**Size against binding in the Kohn-Sham levels of Er18+**

The table holds eigenvalues, ⟨r⟩ and ⟨1/r⟩ of the twelve levels 1s to 5p of Er18+ ([Kr] 4d10 4f4) from a scalar-relativistic, spherical, spin-unpolarised revPBE calculation with Quantum ESPRESSO ld1.x. The program compares hydrogenic charges read from energy and from size, makes a parameter-free estimate of the 1s level (Dirac energy plus outer screening), and solves the scalar-relativistic radial equation in a two-parameter screened potential fitted to the eigenvalues only. One charge per level overbinds by factors of 1.42 to 2.33, the 1s estimate is 0.32 % too deep, and the fitted potential gives rms errors of 0.66 % in the eigenvalues and 0.58 % in the unfitted mean radii. Switching relativity off at fixed potential indicates roughly that the 2p–2s gap is mostly relativistic, while the 4f–4d gap and the reversed radius order of n = 4 come mainly from screening.

Levels of the Er18+ ion (Z = 68, [Kr] 4d10 4f4) from an all-electron, scalar-relativistic Kohn-Sham calculation with the revPBE functional in Quantum ESPRESSO ld1.x 7.5. The density is spherical and spin-unpolarised, and the nucleus is a point charge. Bound levels have negative eigenvalues.

## Numerical check

```python
# Table: Kohn-Sham eigenvalues, <r>, <1/r> of Er18+ (QE ld1.x, revPBE, scalar-relativistic, spherical, unpolarised).
# Tested: one hydrogenic charge per level (rival), outer screening of 1s, a 2-parameter screened potential, role of relativity.
T = {
    'level': ['1s', '2s', '2p', '3s', '3p', '3d', '4s', '4p', '4d', '4f', '5s', '5p'],
    'level_filled': ['yes', 'yes', 'yes', 'yes', 'yes', 'yes', 'yes', 'yes', 'yes', 'yes', 'no', 'no'],
    'eigenvalue': [-57833, -10094, -8978.4, -2617.1, -2277.9, -1853.9, -861.04, -745.8, -591.56, -419.75, -396.15, -354.46],  # eV
    'mean_radius': [0.02037, 0.08646, 0.07673, 0.2251, 0.2243, 0.2036, 0.4951, 0.519, 0.5427, 0.5601, 0.9748, 1.038],  # bohr
    'mean_inverse_radius': [77.59, 18.06, 16.67, 6.665, 6.226, 5.899, 2.894, 2.677, 2.43, 2.121, 1.418, 1.315],  # 1/bohr
}
import numpy as np
from scipy.constants import physical_constants as pc, alpha
from scipy.linalg import eigh_tridiagonal, solve_banded
from scipy.optimize import least_squares
Ha = pc['Hartree energy in eV'][0]; Z, N = 68, 50; A2 = alpha**2
occ = np.array([2, 2, 6, 2, 6, 10, 2, 6, 10, 4, 0, 0])
lab = T['level']; ix = {s: i for i, s in enumerate(lab)}
n = np.array([int(s[0]) for s in lab]); l = np.array(['spdf'.index(s[1]) for s in lab])
e = np.array(T['eigenvalue'])/Ha; R = np.array(T['mean_radius']); Ri = np.array(T['mean_inverse_radius'])
ZE = n*np.sqrt(-2*e); ZR = (3*n**2-l*(l+1))/(2*R); ZI = n**2*Ri; eh = -n**2*Ri**2/2
assert np.all(np.diff(e) > 0)
assert np.all(ZE < ZI) and np.all(ZE < ZR)
assert ZI[0] > Z and ZI[1] > Z and ZR[0] > Z
assert np.all(np.diff(R[n == 3]) < 0) and np.all(np.diff(R[n == 4]) > 0)
x = np.linspace(np.log(2e-5), np.log(12.), 1600); h = x[1]-x[0]; r = np.exp(x); rm = np.exp(x+h/2)
def solve(Zf, i, a2, it=8, vec=True):  # scalar-relativistic radial equation, V=-Zf(r)/r, large component
    E, k, zr, zm = e[i], n[i]-l[i]-1, Zf(r), Zf(rm)
    for _ in range(it):
        a = rm/(2*h*h*(1+a2*(E+zm/rm)/2)); M = 1+a2*(E+zr/r)/2
        d = (a+np.r_[0, a[:-1]]+r*l[i]*(l[i]+1)/(2*M)-r*r*zr)/r**3; o = -a[:-1]/(r[:-1]*r[1:])**1.5
        E = eigh_tridiagonal(d, o, eigvals_only=True, select='i', select_range=(k, k), tol=1e-8, lapack_driver='stebz')[0]
    if not vec: return E
    ab = np.array([np.r_[0, o], d-E*(1+1e-8), np.r_[o, 0]]); v = np.ones_like(r)
    for _ in range(3):
        v = solve_banded((1, 1), ab, v); v /= np.linalg.norm(v)
    p = v*v
    return E, p@r, p@(1/r), -p@np.gradient(zr, r)
gs = lambda p: (lambda s: Z-N+N/(p[0]*np.expm1(s/p[1])+1))
fit = least_squares(lambda p: [np.log(solve(gs(p), i, A2, 3, False)/e[i]) for i in range(12)],
                    [2.8, 0.4], bounds=([0.3, 0.05], [50, 5]), diff_step=1e-4, max_nfev=25)
SR = np.array([solve(gs(fit.x), i, A2) for i in range(12)])
NR = np.array([solve(gs(fit.x), i, 0., 1) for i in range(12)])
BA = np.array([solve(lambda s: Z+0*s, i, A2) for i in range(12)])
print("rounding: eps < 0.01 %%, radii < 0.05 %%; (Z alpha)^2 = %.4f; fit to eps only: H = %.3f, d = %.3f bohr"
      % (Z*Z*A2, fit.x[0], fit.x[1]))
print("level  Z_E   Z_r  Z_inv | rival -n^2<1/r>^2/2 over eps | eps-rival (eV) | model <V_out> (eV)")
for i in range(12):
    print("%s %6.2f %6.2f %6.2f | %5.2f | %8.0f | %8.0f" % (lab[i], ZE[i], ZR[i], ZI[i], eh[i]/e[i], (e[i]-eh[i])*Ha, SR[i, 3]*Ha))
g = np.sqrt(1-Z*Z*A2); D = (g-1)/A2; out = occ[1:]@Ri[1:]; p1 = D+out+5*Z/8
print("bare Dirac 1s: %.0f eV (solver %.0f), <r> %.5f, <1/r> %.2f; nonrel <r> %.5f" % (D*Ha, BA[0, 0]*Ha, (2*g+1)/(2*Z), Z/g, 1.5/Z))
print("1s lift over Dirac %.0f eV; outer shells %.0f + partner 5Z/8 %.0f; estimate %.0f eV, error %+.2f %%"
      % ((e[0]-D)*Ha, out*Ha, 5*Z/8*Ha, p1*Ha, 100*(p1/e[0]-1)))
print("level | model err % eps, <r>, <1/r> | model <r> (bohr) | model rel/nonrel change % of eps, <r>")
err = 100*np.c_[SR[:, 0]/e-1, SR[:, 1]/R-1, SR[:, 2]/Ri-1]
for i in range(12):
    print("%s | %+6.2f %+6.2f %+6.2f | %.4f | %+6.1f %+6.1f" % (lab[i], *err[i], SR[i, 1],
          100*(SR[i, 0]/NR[i, 0]-1), 100*(SR[i, 1]/NR[i, 1]-1)))
w = np.argmax(abs(err), axis=0); rms = np.sqrt(np.mean(err**2, axis=0))
print("; ".join("%s rms %.2f %%, worst %s %+.2f %%" % (s, rms[j], lab[w[j]], err[w[j], j])
                for j, s in enumerate(['eps', '<r>', '<1/r>'])))
print("gap (eV): table | model rel | model nonrel | bare nucleus rel")
for a, b in [('2s', '2p'), ('3s', '3p'), ('4s', '4p'), ('5s', '5p'), ('4d', '4f'), ('4f', '5s')]:
    i, j = ix[a], ix[b]
    print("%s-%s: %7.1f | %7.1f | %7.1f | %7.1f" % (b, a, *[(q[j]-q[i])*Ha for q in (e, SR[:, 0], NR[:, 0], BA[:, 0])]))
print("<r> ratio: table | nonrel hydrogenic | model rel | model nonrel | bare rel")
hy = 3.*n**2-l*(l+1)
for a, b in [('2s', '2p'), ('3s', '3p'), ('3s', '3d'), ('4s', '4f'), ('4f', '5s')]:
    i, j = ix[a], ix[b]
    print("%s/%s: %.3f | %.3f | %.3f | %.3f | %.3f" % (b, a, *[q[j]/q[i] for q in (R, hy, SR[:, 1], NR[:, 1], BA[:, 1])]))
print("Z_E(5s)/Z_E(4f) = %.3f (degenerate at 1.250); 5s-4f gap = %.1f %% of 4f binding"
      % (ZE[ix['5s']]/ZE[ix['4f']], 100*(1-e[ix['5s']]/e[ix['4f']])))
```

It prints:

```
rounding: eps < 0.01 %, radii < 0.05 %; (Z alpha)^2 = 0.2462; fit to eps only: H = 1.972, d = 0.269 bohr
level  Z_E   Z_r  Z_inv | rival -n^2<1/r>^2/2 over eps | eps-rival (eV) | model <V_out> (eV)
1s  65.20  73.64  77.59 |  1.42 |    24076 |     8158
2s  54.48  69.40  72.24 |  1.76 |     7657 |     4788
2p  51.38  65.16  66.68 |  1.68 |     6145 |     5165
3s  41.61  59.97  59.98 |  2.08 |     2822 |     2148
3p  38.82  55.73  56.03 |  2.08 |     2469 |     2197
3d  35.02  51.57  53.09 |  2.30 |     2407 |     2361
4s  31.82  48.48  46.30 |  2.12 |      962 |      751
4p  29.61  44.32  42.83 |  2.09 |      814 |      718
4d  26.38  38.70  38.88 |  2.17 |      694 |      674
4f  22.22  32.14  33.94 |  2.33 |      560 |      547
5s  26.98  38.47  35.45 |  1.73 |      288 |      229
5p  25.52  35.16  32.88 |  1.66 |      234 |      213
bare Dirac 1s: -67351 eV (solver -67349), <r> 0.02012, <1/r> 78.32; nonrel <r> 0.02206
1s lift over Dirac 9518 eV; outer shells 8176 + partner 5Z/8 1156; estimate -58019 eV, error +0.32 %
level | model err % eps, <r>, <1/r> | model <r> (bohr) | model rel/nonrel change % of eps, <r>
1s |  +0.86  -0.28  +0.17 | 0.0203 |   +8.1   -8.8
2s |  +0.63  -0.59  +0.64 | 0.0860 |  +13.0   -9.1
2p |  +1.03  -0.94  +0.98 | 0.0760 |   +5.4   -4.9
3s |  -0.40  -0.04  -0.05 | 0.2250 |  +12.3   -7.8
3p |  -0.30  -0.18  +0.09 | 0.2239 |   +6.0   -4.3
3d |  -1.20  +0.15  +0.02 | 0.2039 |   +2.0   -1.8
4s |  +0.51  +0.10  -0.20 | 0.4956 |   +9.6   -7.0
4p |  +0.74  -0.07  -0.01 | 0.5186 |   +4.7   -3.8
4d |  +0.43  +0.21  -0.17 | 0.5438 |   +1.6   -1.6
4f |  +0.06  +0.89  -1.25 | 0.5651 |   +0.5   -0.6
5s |  -0.34  -0.96  +1.45 | 0.9654 |   +6.5   -5.7
5p |  -0.53  -0.97  +1.45 | 1.0279 |   +3.1   -3.0
eps rms 0.66 %, worst 3d -1.20 %; <r> rms 0.58 %, worst 5p -0.97 %; <1/r> rms 0.78 %, worst 5p +1.45 %
gap (eV): table | model rel | model nonrel | bare nucleus rel
2p-2s:  1115.6 |  1086.7 |   378.9 |   821.6
3p-3s:   339.2 |   335.5 |   178.1 |   244.1
4p-4s:   115.2 |   114.2 |    72.2 |   102.3
5p-5s:    41.7 |    42.2 |    29.0 |    52.0
4f-4d:   171.8 |   174.1 |   166.4 |    28.4
5s-4f:    23.6 |    25.2 |    47.3 |  1321.8
<r> ratio: table | nonrel hydrogenic | model rel | model nonrel | bare rel
2p/2s: 0.887 | 0.833 | 0.884 | 0.846 | 0.868
3p/3s: 0.996 | 0.926 | 0.995 | 0.958 | 0.954
3d/3s: 0.904 | 0.778 | 0.906 | 0.851 | 0.819
4f/4s: 1.131 | 0.750 | 1.140 | 1.068 | 0.786
5s/4f: 1.740 | 2.083 | 1.709 | 1.800 | 2.008
Z_E(5s)/Z_E(4f) = 1.214 (degenerate at 1.250); 5s-4f gap = 5.6 % of 4f binding
```
